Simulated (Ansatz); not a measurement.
## Ionic part of the dielectric constant of BN at -3 GPa, mode by mode

Level of theory: DFT LDA, scalar-relativistic, plane waves, PAW (Ansatz). Cutoff 420 eV, 12×12×12 k-points (Γ-centred), fixed occupations. No spin polarisation. Phonons by linear response, acoustic sum rule imposed.

Symmetry: F-43m, No. 216, cubic system. The conventional cell has a = 3.590 Å, b = 3.590 Å, c = 3.590 Å, α = 90.00°, β = 90.00°, γ = 90.00°. B (site symmetry -43m) has 4 N at 1.55 Å as nearest neighbours. Around N (site symmetry -43m) lie 4 B at 1.55 Å.

The primitive cell has V = 11.56 Å³ and ε∞,xx = 4.572. Each polar mode adds Δε = (4.92064×10⁷/V)·S/ν² along x, with S its oscillator strength in e²/amu, ν in cm⁻¹ and V in Å³.

Task: From these modes, find each Δε and ε0,xx.
| ν (cm⁻¹) | S_xx (e²/amu) |
| --- | --- |
| 1058.0 | 0.5803 |

Result:
```csv
ν (cm⁻¹),Δε
1058.0,2.21
```

The sum is 2.206, so ε0,xx = 6.78; the run's tensor has 6.78.

Task: Where do the longitudinal modes lie for a wave vector along x?

Result: At 1288 cm⁻¹. The Lyddane–Sachs–Teller product Π(ν_LO/ν_TO)² = 1.48 matches ε0/ε∞ = 1.48.

Cost: 1 run of about 0.35 core-minutes, on AMD EPYC 7R43 (Zen 3) (shared hosts).

The static dielectric response of cubic BN under this tension is mainly electronic: the lattice adds 2.21 to an ε∞ of 4.572. All of the ionic part comes from the one triply degenerate polar mode that zinc blende allows, in which the B and N sublattices move against each other. The B–N bond is polar enough to give this mode a sizeable oscillator strength, but stiff sp³ bonds between two light atoms put it at 1058.0 cm⁻¹. Because the contribution falls with the square of the frequency, the lattice is hard to polarise despite the bond's ionic character.

The same dynamical charges produce the macroscopic field that lifts the longitudinal mode to 1288 cm⁻¹, with the electronic screening limiting the shift. The Lyddane–Sachs–Teller agreement therefore shows internal consistency, not independent accuracy. Tension would normally soften the transverse mode and so raise the ionic part, but a single pressure cannot show how large that effect is here.
